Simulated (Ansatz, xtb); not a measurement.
Ligand exchange: SnH4 + C3H9NSi → SiH3(SnH3) + C3H7N

Gas-phase species: SnH4 `[SnH4]`, singlet; C3H9NSi `C=CN(C)[SiH3]`, singlet; SiH3(SnH3), singlet; C3H7N (N-methylethenamine) `C=CNC`, singlet. The partners trade H for SiH3: Sn–H and N–SiH3 bonds give way to Sn–SiH3 and N–H.

Shapes, held fixed at every level: PBE0-D4/def2-TZVP. Flexible molecules stand in one conformer, not always the lowest. Programs: Ansatz 0.2.0, xtb 6.7.1. The zero-point and thermal change to 298 K, harmonic and unscaled (PBE0-D4/def2-TZVP), is +8.8 kJ/mol.

```tsv
level	kind	ΔH(298 K) (kJ/mol)	less CCSD(T)/def2-TZVPP
GFN0-xTB	semi-empirical	+106.0	+66.8
SPW92/def2-TZVPP	LDA	+28.2	-11.0
r2SCAN0-D4/def2-TZVPP	global hybrid	+30.9	-8.3
wB97M-V/def2-TZVPP	range-separated hybrid	+36.9	-2.3
wB97X-V/def2-TZVPP	range-separated hybrid	+34.7	-4.5
MP2/def2-TZVPP	perturbation theory	+44.2	+5.0
CCSD(T)/def2-SVP	coupled cluster or CI	+33.2	-6.0
CCSD/def2-TZVPP	coupled cluster or CI	+38.3	-0.9
CCSD(T)/def2-TZVPP	coupled cluster or CI	+39.2	0.0
```

The highest level, CCSD(T)/def2-TZVPP, gives ΔH(298 K) = +39.2 kJ/mol; the levels span +28.2 to +106.0. GFN0-xTB strays far from the other rows. The column of differences is taken from that level and isn't an error. No measured value is set beside it here. For atoms past krypton def2 sets carry core potentials with scalar relativity. Outer-core shells of Sn are correlated, in sets that cover them unevenly.

The exchange is endothermic at every level, so silicon prefers nitrogen to tin in this pair of molecules. Gaining a strong N–H bond in place of a weak Sn–H bond favours the products, but this doesn't make up for replacing Si–N with Si–Sn. The Si–N bond is strongly polar and gains further from donation of the nitrogen lone pair into σ* orbitals of the silyl group, whereas Si–Sn is nearly nonpolar and has weaker overlap through the diffuse tin valence orbitals. The positive vibrational and thermal term probably reflects the stiffer N–H modes that replace soft Sn–H ones.

Triple excitations barely alter the coupled-cluster result, while enlarging the basis from def2-SVP to def2-TZVPP raises it by 6.0 kJ/mol. Basis incompleteness is therefore probably a larger remaining uncertainty than the triples correction, and the small gap between wB97M-V and wB97X-V doesn't establish which is more accurate. The endothermicity sets a rough floor under the forward barrier to exchange but doesn't tell how far above it the barrier lies.
